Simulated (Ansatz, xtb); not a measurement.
## C4H4BrFSi: which of two isomers lies lower

We compare X, `F[Si@@H]1C=CC=C1Br`, a singlet, with Y, `F[Si@@H]1C=CC(Br)=C1`, a singlet. Both are isolated molecules in the gas phase, relaxed with B3LYP/def2-SVP.

**Question.** Estimate which is lower in electronic energy at CCSD(T)/def2-SVP + ΔMP2/def2-TZVPP, and by roughly how much.

**Answer.** The CCSD(T)/def2-SVP + ΔMP2/def2-TZVPP calculation puts structure Y lower, by 10.4 kJ/mol.

Level by level:

```tsv
level	geometry	E(Y) − E(X) (kJ/mol)	departure from the last row (kJ/mol)	job, with rough time for the two
GFN2-xTB	GFN2-xTB	−7.4	+3.0	optimisation, 0.14 s
HF/STO-3G	GFN2-xTB	−4.2	+6.2	single point, 0.54 s
r2SCAN-D4/def2-SVP	GFN2-xTB	−9.8	+0.6	single point, 3.4 s
B3LYP/def2-SVP	B3LYP/def2-SVP	−7.5	+2.9	optimisation, 43 s
HF/def2-SVP	B3LYP/def2-SVP	−6.1	+4.3	part of the CCSD(T) run
MP2/def2-SVP	B3LYP/def2-SVP	−9.7	+0.7	part of the CCSD(T) run
CCSD(T)/def2-SVP	B3LYP/def2-SVP	−7.8	+2.6	single point
CCSD(T)/def2-SVP + ΔMP2/def2-TZVPP	B3LYP/def2-SVP	−10.4		single point, 56 s
```

As drawn, both hold the same kinds of bond in the same numbers.

None of the levels shown reverses the order. The largest departure from CCSD(T)/def2-SVP + ΔMP2/def2-TZVPP is that of HF/STO-3G, 6.2 kJ/mol. The last row adds to CCSD(T) the change of the MP2 difference between the two basis sets, here −2.6 kJ/mol.

With thermal terms from frequencies at re-optimised GFN2-xTB minima (ideal gas, soft modes damped towards free rotors, one conformer each, 298.15 K, 1 atm): the zero-point term adds −0.4 kJ/mol; ΔH is −11.0 and ΔG −10.5 kJ/mol.

The correlated steps freeze 19 core orbitals; the filled d shell of Br is correlated, in a basis made for valence electrons. Programs: Ansatz 0.2.0, xtb 6.7.1; the last row on 2 threads of Intel(R) Xeon(R) 6975P-C (Granite Rapids) on a shared host.

Bromine prefers the ring carbon one position away from silicon (Y) to the one bonded to it (X). Both isomers keep the silole ring and its diene, so the preference reflects where the substituent sits, not a change in bond types. In X, the carbon–bromine and silicon–fluorine dipoles lie on adjacent ring atoms, and repulsion between the two halogens probably costs energy. In Y, π donation from bromine places charge on a carbon next to silicon, where σ* orbitals at silicon can help to stabilise it. The energies alone do not separate these contributions.

The preference is already present at Hartree–Fock level, so it does not originate in correlation, although correlation strengthens it. In the smaller basis MP2 overshoots CCSD(T), so its closeness to the final value suggests partial cancellation between correlation and basis errors. The free-energy difference of −10.5 kJ/mol favours Y at equilibrium between the monomers, but does not show which isomer would resist the Diels–Alder dimerisation typical of unhindered siloles.
